Q: Here is my scan of triplet BH₃Si in cc-pVDZ at six levels. Before I compare the columns, what is actually moving?

Transfer scan of neutral triplet BH₃Si, computed with Ansatz 0.2.0 in the cc-pVDZ basis, with rigid fragments taken from PBE0/def2-TZVP. Both functionals are unrestricted, the pair space holds four electrons in four orbitals, and RCCSDT and MRCISD+Q keep the noble-gas cores frozen.

```
scan distance (Å)  R2SCAN, energy from the start of the scan (kJ/mol)  B3LYP, energy from the start of the scan (kJ/mol)  UHF, energy from the start of the scan (kJ/mol)  CASSCF pair space, energy from the start of the scan (kJ/mol)  RCCSDT, energy from the start of the scan (kJ/mol)  MRCISD PLUS Q pair space, energy from the start of the scan (kJ/mol)
            1.110                                               16.10                                              13.10                                             6.40                                                           6.20                                               12.00                                                                 11.00
            1.194                                                0.00                                               0.00                                             0.00                                                           0.00                                                0.00                                                                  0.00
            1.241                                               -0.70                                               0.90                                             5.40                                                           5.50                                                1.90                                                                  2.50
            1.288                                                3.40                                               6.50                                            16.00                                                          14.30                                                8.60                                                                  5.00
            1.336                                               11.90                                              16.40                                            31.30                                                          27.60                                               19.80                                                                 16.80
            1.383                                               23.90                                              29.80                                            50.40                                                          44.70                                               34.50                                                                 32.20
            1.430                                               39.40                                              46.50                                            73.30                                                          65.70                                               52.60                                                                 51.20
            1.478                                               59.00                                              67.20                                           100.60                                                          91.10                                               74.80                                                                 74.30
            1.525                                               82.00                                              91.20                                           131.40                                                         120.20                                              100.30                                                                100.80
```

A: Only the hydrogen atom on the B···Si axis. The scan distance $r$ is its B–H distance, and every column counts energy from $r_0 = 1.194$ Å, the second row. At 1.110 Å the RCCSDT curve falls at 280 kJ/mol per Å, which equals the force that UHF-based CCSD(T) gives on that hydrogen alone; dragging Si along would require 311. The r2SCAN force points to the same reading, less sharply.

So B···Si stays at 2.96 Å, and the H···Si gap closes from 1.85 to 1.44 Å as the bond is stretched. At the first row the two unpaired electrons occupy orbitals perpendicular to the axis, the Si 3p pair, and $\langle S^2\rangle$ of the unrestricted (U) levels lies within 0.03 of the pure triplet value. I take that state to persist along the scan, which is an assumption for the other rows.

Q: It is meant to be a transfer of H from B to Si. Why does every column keep climbing?

A: Most of the climb can be read as the price of stretching a B–H bond. Take the Morse form $E = D(1-u)^2$ with $u = e^{-a(r-r_e)}$, where $D$ is the well depth, $a$ the range parameter and $r_e$ the minimum. With $D$ fixed at 450 kJ/mol, a rough recalled size, I fitted $a$, $r_e$ and an offset to the first four RCCSDT rows and extrapolated. At the last row, outside the fit, this single Morse bond falls 20 kJ/mol short of the 100.3 in the table, so it covers about four fifths of the rise. The fitted rows already contain the influence of Si, so that share is not a clean B–H part.

The shape of the misfit is more telling than its size. The Morse curvature is $2Da^2(2u^2-u)$, which vanishes at $u = 1/2$: a lone bond softens as it is pulled. Near 1.45 Å the model gives about 500 kJ mol⁻¹ Å⁻², while RCCSDT has about 1660, and moving $D$ by 50 kJ/mol either way leaves that factor at three to four. The computed curve softens too, from 2594 at its minimum, but far less than one Morse bond does.

A likely reading is a repulsive wall. An Si–H bond is roughly 1.5 Å long (a recalled value), and the gap passes that length in the last two rows. If the state of the first row persists, both unpaired electrons of Si stay off the axis, so none is there to pair with the arriving H in an ordinary Si–H bond. Along the axis Si can still accept density from the B–H pair into its empty 3p orbital, but its filled 3s shell repels that pair. At the first row CCSD(T) already pushes Si away. Within this range there is no barrier top and no product well, and none of these energies is a barrier height. By the same argument, a longer B···Si distance would move the wall outward and let the curve follow the Morse shape further.

Q: At the last row UHF is highest and r2SCAN lowest, yet at the first row r2SCAN is highest. Do the cheap methods fail only for the stretched bond?

A: No, the reversal shows that the error is present along the whole scan. Subtract RCCSDT, the restricted (R) coupled-cluster level with full triples, from each column. The r2SCAN error runs from +4.1 to −18.3 kJ/mol and the UHF error from −5.6 to +31.1, each moving in one direction at every step. B3LYP behaves like r2SCAN at about half the size at the far end.

Two simple shapes can be told apart. A method that only made the well stiffer or softer would have an error proportional to the energy, of one sign on both sides of the minimum. A method that adds a constant force on H has an error $s\,(r-r_0)$, a tilt, which changes sign at the zero. Fitted to all nine rows of r2SCAN, the tilt $s = -55.5$ kJ/mol per Å leaves at most 0.6 kJ/mol, whereas proportionality misses by 6.6.

The tilt is a real difference of forces. At the first row r2SCAN pushes H towards Si with 3.40 eV/Å and CCSD(T) with 2.90, and the difference amounts to $s = -48$ kJ/mol per Å, matching the −49 from the first two rows. So even for r2SCAN the slope isn't quite constant: it is weaker on the compressed side and stays close to −55 from the zero on. For B3LYP and UHF a straight line misses by 1 to 2 kJ/mol, and a quadratic term has to be added: UHF is tilted and also stiffer, B3LYP tilted and also softer. The rms and the largest residual of each fit are in the printed output after the text.

Q: What does such a tilt do to the bond length?

A: Think of a weight hung on a spring: a constant force moves the rest position and leaves the stiffness unchanged. Near the RCCSDT minimum $r_m$ write $E = \tfrac12 k(r-r_m)^2 + s(r-r_m)$, with $k$ the curvature of the well. Setting $dE/dr = 0$ gives a shift $\Delta r = -s/k$. The picture holds only where the well is harmonic and $s$ is constant, a few hundredths of an ångström here, and it has no bearing on the wall.

For r2SCAN, with $k$ and the local $s$ taken from cubics through the first four rows,

$$\Delta r = \frac{55\ \text{kJ mol}^{-1}\,\text{Å}^{-1}}{2594\ \text{kJ mol}^{-1}\,\text{Å}^{-2}} = +0.021\ \text{Å}, \qquad 1.201 + 0.021 = 1.222\ \text{Å}.$$

The r2SCAN cubic itself has its minimum at 1.223 Å. Both sides come from the same four rows, so the agreement confirms the harmonic step and is no independent test of a cause. For UHF the formula gives −0.028 Å against −0.025, the poorest of the three cases, since the shift is largest there and the stiffness differs. The use of the formula is practical: a too long bond and a too cheap stretch are one error seen twice.

Q: Why does r2SCAN tilt towards Si, UHF away from it, and B3LYP lie between?

A: Two standard effects, expected here rather than isolated by a run, act in opposite directions. Semilocal functionals over-stabilise density spread across several centres (delocalisation error), which favours a hydrogen shared between B and Si, and exact exchange reduces this. UHF has full exact exchange but no dynamic correlation, and since correlation lowers a stretched bond more than a compressed one, UHF makes bonds short and stiff. The size of what it lacks is plain at the first row: RCCSDT lies 513 kJ/mol below ROHF, UHF only 12.

The order follows the share of exact exchange: none, 20 % and all. A mixture of 0.8 r2SCAN and 0.2 UHF reproduces B3LYP within 1.1 kJ/mol in every row. That lets you guess that a hybrid with more exact exchange than B3LYP would tilt less, but the UHF share near 0.4 that matches RCCSDT is no recommended fraction, because the functionals differ in more than exchange and UHF drops correlation as well.

One point is only partly tested. Each method has its own preferred B–H length even in free BH₃, and that alone could produce a tilt of the same signs. The forces at the first row show that Si takes part: r2SCAN pulls Si inward where CCSD(T) pushes it away, and an error of the B–H bond alone would put no force on Si. The balance of forces says more. Going from CCSD(T) to r2SCAN adds 0.50 eV/Å on H towards Si and 0.55 on Si towards H, but only 0.05 on the BH₂ group, whereas an error of the B–H bond alone would load H and BH₂ equally and in opposite directions. So for r2SCAN at this row the tilt is mainly an excess attraction between H and Si, unless a direct error between B and Si hides a B–H part. For UHF and for the stretched rows, the same stretch with Si removed would have to decide.

Q: MRCISD+Q ends at 100.8 and RCCSDT at 100.3. Doesn't that confirm both?

A: It doesn't, because the MRCISD+Q column isn't one smooth curve. Its difference from RCCSDT rises to +0.6 kJ/mol at 1.241 Å, drops to −3.6 in the next row, and rises again at every later step. At the same place CASSCF in the pair space (four electrons in four orbitals, the reference of MRCISD+Q) changes slope: it runs parallel to UHF for three rows and then falls away from it by 40 kJ/mol per Å. r2SCAN, B3LYP and UHF show no break against RCCSDT there.

A kink in one column with a step in the other is what two crossing orbital solutions produce. CASSCF minimises its energy over the orbitals, so where two solutions cross the lower envelope is continuous and only the slope changes; straight lines through the first three and the last six rows indeed meet at 1.241 Å. MRCISD+Q (with +Q the Davidson correction for higher excitations) inherits those orbitals without re-optimising them, so its two branches have no reason to meet. My guess is that the correlated pair switches to the bond being stretched, which would explain a gain that grows with $r$; this is inferred from the energies alone.

The step is about −5 kJ/mol, and all rows from 1.288 Å on are offset by it against their own zero. With it removed, MRCISD+Q would end 5.6 kJ/mol above RCCSDT, so the 0.5 in the table is a cancellation of drift and step. The rule is to inspect differences between columns row by row, since a step of this size hides in a curve that climbs steeply.

Q: Which digits can I then trust?

A: It depends on the comparison. Differences between columns in one row can be read to the rounding, 0.1 kJ/mol, though from 1.288 Å on those with CASSCF or MRCISD+Q also carry the change of orbitals. The shape of a single curve is less sharp, because rounding $r$ by 0.0005 Å is worth up to 0.27 kJ/mol on the steepest part. The RCCSDT minimum lies only 0.1 kJ/mol below the zero at 1.194 Å, a depth of rounding size that deserves no explanation.

RCCSDT is the safer reference, and at the first row this is backed by numbers: perturbative quadruples change its total energy by −0.4 kJ/mol, while MRCISD+Q leans on a +Q term of −42 and lies 3.5 above it. All errors quoted are relative to RCCSDT in one small basis with rigid fragments, with no spin-orbit term, zero-point motion or correction for basis superposition, so −18 % for r2SCAN at the last row is a distance from that reference and not from nature. What stays open is which of the two best levels drifts. Once the step is removed, they part by 5 to 6 kJ/mol between the zero and the last row, but the drift is already there in the first three rows, at 12 kJ/mol per Å against 17 later. A failure of RCCSDT for the stretched bond would set in late, so the small active space of MRCISD+Q is the likelier cause, and a run with quadruples at the last row would test it.

Output of the analysis:

```
level minus RCCSDT (kJ/mol); H..Si (A) for fixed B..Si = 2.96 A; mix = 0.8 r2SCAN + 0.2 UHF
r_BH H..Si r2SCAN B3LYP UHF CASSCF MRCI+Q | CASSCF-UHF mix-B3LYP
1.110 1.85   +4.1   +1.1   -5.6   -5.8   -1.0 |  -0.2  +1.1
1.194 1.77   +0.0   +0.0   +0.0   +0.0   +0.0 |  +0.0  +0.0
1.241 1.72   -2.6   -1.0   +3.5   +3.6   +0.6 |  +0.1  -0.4
1.288 1.67   -5.2   -2.1   +7.4   +5.7   -3.6 |  -1.7  -0.6
1.336 1.62   -7.9   -3.4  +11.5   +7.8   -3.0 |  -3.7  -0.6
1.383 1.58  -10.6   -4.7  +15.9  +10.2   -2.3 |  -5.7  -0.6
1.430 1.53  -13.2   -6.1  +20.7  +13.1   -1.4 |  -7.6  -0.3
1.478 1.48  -15.8   -7.6  +25.8  +16.3   -0.5 |  -9.5  +0.1
1.525 1.44  -18.3   -9.1  +31.1  +19.9   +0.5 | -11.2  +0.7
minus slope at 1.110 A (cubic through rows 1-4) against forces, kJ/mol/A
 r2SCAN: table 321, force on H 328, on H+Si 306
 RCCSDT: table 280, force on H 280, on H+Si 311
 r2SCAN tilt: from H forces -48.4, from rows 1-2 -48.8 kJ/mol/A
Morse B-H fitted to RCCSDT rows 1-4, D rough recalled; table minus Morse, rows 5-9 (kJ/mol)
 D 400: a 1.80 1/A, max misfit rows 1-4 0.08; +1.0 +3.0 +6.7 +12.9 +22.0; curvature 434
 D 450: a 1.69 1/A, max misfit rows 1-4 0.06; +0.8 +2.6 +5.8 +11.4 +19.8; curvature 504
 D 500: a 1.60 1/A, max misfit rows 1-4 0.04; +0.7 +2.2 +5.1 +10.2 +17.8; curvature 566
 RCCSDT curvature at 1.45 A (rows 6-9): 1657 kJ/mol/A^2
error models through the zero: rms / largest misfit (kJ/mol)
 r2SCAN: s*x [-55.5] 0.20 / -0.6 at 1.110; s*x+q*x^2 [-54, -5.63] 0.17 / -0.4 at 1.110; c*E [-0.209] 3.30 / +6.6 at 1.110;
 B3LYP: s*x [-26] 0.44 / -1.1 at 1.110; s*x+q*x^2 [-19.2, -26.4] 0.14 / -0.3 at 1.110; c*E [-0.101] 1.18 / +2.3 at 1.110;
 UHF: s*x [89] 1.06 / +1.9 at 1.110; s*x+q*x^2 [71.8, 66.8] 0.04 / -0.1 at 1.383; c*E [0.342] 4.46 / -9.7 at 1.110;
RCCSDT minimum 1.201 A, depth -0.1 kJ/mol, curvature 2594 kJ/mol/A^2
 r2SCAN: minimum 1.223 A, shift +0.022, -s/k +0.021 (local s -55 kJ/mol/A)
 B3LYP: minimum 1.209 A, shift +0.008, -s/k +0.008 (local s -20 kJ/mol/A)
 UHF: minimum 1.176 A, shift -0.025, -s/k -0.028 (local s +72 kJ/mol/A)
UHF share of an r2SCAN/UHF mix that matches RCCSDT: 0.42 0.43 0.41 0.41 0.40 0.39 0.38 0.37
CASSCF-UHF slopes +2.3 (rows 1-3), -40.3 (rows 4-9) kJ/mol/A, lines cross at 1.241 A, max misfit 0.13
MRCI+Q - RCCSDT slopes +12.2, +17.4 kJ/mol/A; step -5.2 to -4.9 kJ/mol between rows 3 and 4
 last row: error +0.5, with the mean step removed +5.6 kJ/mol
last row, error in % of RCCSDT: r2SCAN -18, B3LYP -9, UHF +31, CASSCF +20, MRCI+Q +0
at 1.110 A, kJ/mol: (Q) -0.4, +Q -41.8, MRCI+Q - RCCSDT +3.5, UCCSD(T) - RCCSDT +2.8
 below ROHF: UHF 12.0, CASSCF 36.5, RCCSDT 513; CASSCF share 7.1 %
rounding: 0.05 kJ/mol per energy, 0.10 per difference; 0.0005 A x last slope 543 = 0.27 kJ/mol
```
